## Question

Cadmium selenide is a soft solid. With a bulk modulus near 50 GPa, a pressure of 1 GPa shrinks its volume by about 2 %. Changing the density functional shifts the calculated equilibrium volume by up to 6 %, about what a pressure of 3 GPa would do if the crystal kept its structure.

GPAW 26.7.0, PAW density-functional theory for zinc-blende CdSe without spin polarisation, spin–orbit coupling or added dispersion correction; 6 × 6 × 6 k mesh, Fermi-Dirac smearing of 0.05 eV. Each row is a fit to energies at seven volumes, 0.94 to 1.06 times that of the given cell. PBE uses a dzp atomic-orbital basis (grid spacing 0.18 Å), the other rows plane waves.

| functional | potentials | wave cutoff | equilibrium volume (Å³/atom) | bulk modulus (GPa) | bulk modulus slope |
| --- | --- | --- | --- | --- | --- |
| PBE | GPAW-PAW-data-sets-(gpaw-data-1.2.1) | n/a | 29.458 | 44.90 | 4.510 |
| AM05 | PAW-data-sets-made-by gpaw-setup-for-the-functional | 600 eV | 28.319 | 49.80 | 4.470 |
| BP86 | PAW-data-sets-made-by gpaw-setup-for-the-functional | 600 eV | 29.677 | 44.80 | 4.910 |
| C09-vdW | GPAW-PAW-data-sets-(gpaw-data-1.2.1) | 600 eV | 28.432 | 51.00 | 4.580 |
| WC | PAW-data-sets-made-by gpaw-setup-for-the-functional | 600 eV | 28.067 | 52.80 | 4.770 |
| vdW-DF-cx | GPAW-PAW-data-sets-(gpaw-data-1.2.1) | 600 eV | 28.704 | 49.30 | 4.570 |

The equilibrium volume V is the volume per atom at the energy minimum. The bulk modulus B is the resistance to uniform compression there, and the bulk modulus slope B′ tells how fast B rises with pressure. All rows are PAW density-functional calculations of the zinc-blende crystal. No separate dispersion correction was added, but C09-vdW and vdW-DF-cx contain nonlocal correlation of their own.

(a) Find a rule that gives the bulk modulus of one functional from that of another when both volumes are known.

(b) Start from vdW-DF-cx and estimate the bulk moduli of BP86 and AM05. How accurate is the rule over the table?

(c) Compare the rule with the softening of a crystal that is stretched under a single functional, and explain the difference.

(d) Where does the rule stop being useful?

## Model answer

**(a)** The two ends of the table show the size of the effect. BP86 gives a volume 5.7 % larger than WC and a bulk modulus 15 % smaller. This suggests a rule that is easy to remember: **one percent more volume costs three percent of the bulk modulus**. As a formula,

B₂ ≈ B₁ (1 − 3x), with x = (V₂ − V₁)/V₁.

The three is a rounded number. A straight line through the logarithms of B and V, fitted to the five plane-wave rows, gives 2.8 ± 0.4. PBE was left out of that fit because it was calculated with a basis of atomic orbitals, unlike the other five. Its run reports no warning. Grid errors are known for this kind of calculation from the data makers' tests on other systems, but their size was not tested here.

**(b)** For BP86 the volume rises from 28.704 to 29.677 Å³ per atom, so x = 0.034. The rule takes three times this, about 10 %, off the starting value of 49.3 GPa. The estimate is 44.3 GPa, about 1 % below the calculated bulk modulus of BP86.

For AM05 the volume is 1.3 % smaller than for vdW-DF-cx, so the bulk modulus should be 4 % larger. That makes 51.3 GPa, whereas the calculation gives 49.8 GPa. The estimate is 3 % too high, the largest miss in the table from this starting row. AM05 is hardly stiffer than vdW-DF-cx, although its crystal is clearly smaller.

Both worked rows belong to the fit, so they illustrate the rule and are no independent test of it. If the bulk modulus of vdW-DF-cx were simply kept for every functional, the worst error would be 10 % of the calculated value. With the rule it is 3 %. Most other starting rows do about as well, but from AM05 to BP86 the rule misses by 5 %. Written as a power, with B proportional to V⁻³, it misses by at most 3.6 % from any start. PBE, outside the fit, is met to about 1 %, but its different basis makes it a weak test.

**(c)** A crystal stretched under one functional softens faster. Its bulk modulus falls by B′ percent for each percent of volume, and B′ averages about 4.6 here. If all functionals shared one compression curve and differed only by a constant pressure, this larger number would apply between them too. Applied as a power of the volume, starting from vdW-DF-cx, it would miss BP86 by nearly 6 %.

The difference arises because the pressure that a new functional adds depends on volume. Call this extra pressure p. It expands the crystal by the fraction x = p/B, and the expansion lowers the bulk modulus by the fraction B′x. If p fades on expansion as V⁻ᵐ, however, it pushes outward less in a larger cell and more in a smaller one. That is additional resistance to a change of volume, and it returns the fraction mx:

B₂ ≈ B₁ [1 − (B′ − m)x].

The pressures from the same runs show this fading. BP86 pushes outward more strongly than WC by 3.0 GPa at the smallest volume calculated and by 2.4 GPa at the largest. This corresponds to m ≈ 2, so B′ − m is about 2.7, near the exponent of 2.9 that the table gives for this pair. Pressures are at hand only for BP86, WC and AM05, so m is not worked out for the other rows.

**(d)** The rule is for changes of functional in this compound, within the 6 % range of volumes in the table. Only gradient-corrected and van der Waals functionals were tried, so the rule is untested for LDA, meta-GGAs and hybrids. It is too coarse to order functionals whose volumes nearly agree: AM05 gives a slightly smaller crystal than C09-vdW and yet a softer one. For a real pressure or a uniform stretch under one functional, the factor is B′, not three. The table also mixes PAW data sets made for the functional with ready-made ones, so part of the scatter around the rule may come from the potentials. The rows are also a selection: runs that failed or met a known fault of the program were left out, as were some with graver warnings. The scatter over a fuller set of functionals could therefore be larger.

## Remarks on the reasoning

**A softer result does not mean a softer curve.** BP86 has the lowest bulk modulus in the table, but each entry belongs to a different volume. At the volume of the given cell, the pressures give 51 GPa for BP86 and 46 GPa for WC. BP86 is thus the stiffer of the two when the atoms are equally far apart. It ends up softer because its equilibrium lies further out.

**AM05 shows what the three depends on.** Its extra pressure over WC is small and grows on expansion, from 0.42 to 0.50 GPa across the calculated volumes. The growth slows towards the largest volume, but on average m is negative, and from WC to AM05 the bulk modulus falls by about six percent per percent of volume. This figure is rough, because the two volumes differ by less than 1 %. The three is therefore typical of this set of functionals and no constant of the material. These pressures come from the same calculations as the bulk moduli, so they show how the numbers fit together without proving why the functionals differ.

**The origin of the extra pressure is a matter of theory.** Functionals differ in how much they lower the energy where the electron density varies steeply. Stretching a crystal makes its density more uneven, so a functional that rewards unevenness more strongly pushes the atoms apart. Once the atoms are well separated, their densities stop changing and the push must vanish. Fading is therefore expected at large distances, but near equilibrium the push can still grow, as it does for AM05 over WC. Most pairs of rows differ in both exchange and correlation, so the table does not show how much each contributes.

**Lattice edges need a larger factor.** One percent on the edge of a cubic cell is three percent in volume, and so about nine percent in bulk modulus. A modest disagreement about the lattice constant thus becomes a noticeable one about stiffness. For another functional of the kinds in the table, applied to CdSe, a larger lattice constant is a good reason to expect a lower bulk modulus, provided the difference in volume is well above one percent.

The printed output below lists the estimates for all rows, the fit and the pressure comparison.

The analysis program printed:

```
Estimates from vdW-DF-cx:
        row  volume change %  rule of three GPa  its miss %  single curve GPa  its miss %
        PBE            2.627              45.41       1.147             43.72      -2.634
       AM05           -1.341              51.28       2.979             52.48        5.39
       BP86             3.39              44.29      -1.146             42.24       -5.71
    C09-vdW          -0.9476               50.7     -0.5853             51.52       1.028
         WC           -2.219              52.58     -0.4125              54.7       3.607
  vdW-DF-cx                0               49.3           0              49.3           0
largest miss of the rule of three, %: 2.979
largest miss of the single compression curve, %: 5.71
largest miss if the bulk modulus is simply kept, %: 10.04
spread of B times V cubed over all rows (worst miss from any start), %: 3.64
range of volumes, largest over smallest, %: 5.736
range of bulk moduli, largest over smallest, %: 17.86
mean slope B' of the fits: 4.635
fit of log(B) on 5 rows (plane > 0): constant 3.895 +/- 0.0074, coefficient of log(V/V1) -2.77 +/- 0.38; rms 0.0126, worst AM05 0.024, leave-one-out rms 0.0177
  rows outside the fit (model, value, miss): PBE 3.823, 3.804, 0.0183
extra pressure of BP86 over WC at the smallest volume, GPa: 3.046
extra pressure of BP86 over WC at the largest volume, GPa: 2.412
extra pressure of AM05 over WC at the smallest volume, GPa: 0.4222
extra pressure of AM05 over WC at the largest volume, GPa: 0.4987
fading exponent m, BP86 over WC: 1.941
fading exponent m, AM05 over WC: -1.387
exponent B' - m expected for BP86 and WC: 2.694
exponent B' - m expected for AM05 and WC: 6.022
exponent from the table for BP86 and WC: 2.946
exponent from the table for AM05 and WC: 6.544
bulk modulus at the common given volume, BP86, GPa: 50.86
bulk modulus at the common given volume, WC, GPa: 45.6
bulk modulus at the common given volume, AM05, GPa: 44.96
```
